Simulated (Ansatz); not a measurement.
LaB6 under several functionals and dispersion corrections (calculated)

Starting cell:

```cif
data_structure
_symmetry_space_group_name_H-M 'Pm-3m'
_symmetry_Int_Tables_number 221
_cell_length_a 4.1570
_cell_length_b 4.1570
_cell_length_c 4.1570
_cell_angle_alpha 90.000
_cell_angle_beta 90.000
_cell_angle_gamma 90.000
_cell_volume 71.84
loop_
_atom_site_label
_atom_site_type_symbol
_atom_site_symmetry_multiplicity
_atom_site_Wyckoff_symbol
_atom_site_fract_x
_atom_site_fract_y
_atom_site_fract_z
_atom_site_occupancy
La1 La 1 a 0.00000 0.00000 0.00000 1
B1 B 6 f 0.19975 0.50000 0.50000 1
```

Ansatz, plane waves and PAW, scalar-relativistic (no spin–orbit coupling), 6×6×6 k-mesh. No spin polarisation. In the setting of the table the starting cell (space group Pm-3m) has 4.157 × 4.157 × 4.157 Å. Each functional was followed to zero pressure with shape and atoms relaxed, then fitted over four more volumes within ±4 % of it.

(1) Order the functionals by equilibrium volume, smallest first.
A. r2SCAN + D3(BJ)-ATM
B. BLYP + D3(BJ)
C. rPW86-PBE + rVV10

(2) What are the cells and stiffnesses?

Answers

(1) B (9.96 Å³/atom), A (10.15 Å³/atom), C (10.29 Å³/atom).

(2) 
```json
{"functional": "BLYP + D3(BJ)", "V0 (Å³/atom)": "9.96", "cell": "4.116 × 4.116 × 4.116 Å", "B0 (GPa)": "179", "B′ from the pressures": "3.8", "gap on the mesh": "zero (metallic on this mesh)", "cutoff (eV)": "420"}
{"functional": "rPW86-PBE + rVV10", "V0 (Å³/atom)": "10.29", "cell": "4.163 × 4.163 × 4.163 Å", "B0 (GPa)": "174", "B′ from the pressures": "3.8", "gap on the mesh": "zero (metallic on this mesh)", "cutoff (eV)": "420"}
{"functional": "r2SCAN + D3(BJ)-ATM", "V0 (Å³/atom)": "10.15", "cell": "4.142 × 4.142 × 4.142 Å", "B0 (GPa)": "183", "B′ from the pressures": "3.7", "gap on the mesh": "zero (metallic on this mesh)", "cutoff (eV)": "500"}
```

The volumes span 3.3 %, from BLYP + D3(BJ) to rPW86-PBE + rVV10. The stiffness doesn't follow the volume steadily: stiffest r2SCAN + D3(BJ)-ATM (183 GPa at 10.15 Å³/atom), softest rPW86-PBE + rVV10 (174 GPa at 10.29 Å³/atom), yet r2SCAN + D3(BJ)-ATM is stiffer than BLYP + D3(BJ) in a larger cell (183 against 179 GPa). Pairwise dispersion terms leave out the screening by a metal's electrons, and so tend to pull metals in too far.

Caveats: stress loosely converged.

Points behind the fit for rPW86-PBE + rVV10:

```csv
V (Å³/atom),E − Emin (meV/atom),P (GPa)
9.891,9.16,7.52
10.097,2.10,3.52
10.303,0.00,-0.13
10.509,2.35,-3.44
10.715,8.72,-6.45
```

All three functionals describe LaB6 as a stiff metal, as its bonding leads one to expect. Covalent B–B bonds within and between the octahedra form a continuous three-dimensional framework that carries most of the resistance to compression, while lanthanum sits in the cages mainly as an electron donor. Each B6 unit needs two electrons to fill its bonding states; trivalent lanthanum supplies three, and the extra one enters a band of mixed La 5d and B 2p character, which accounts for the missing gap.

The rPW86-PBE + rVV10 cell edge, 4.163 Å, lies close to the well-established experimental value, whereas BLYP + D3(BJ), at 4.116 Å, is clearly too short. That contraction may come from dispersion coefficients too large for a cation stripped of its diffuse valence shell, or from the underlying functional itself. Without the relaxed boron positions, it remains open whether the shorter cell edge reflects tighter octahedra or shorter links between them.
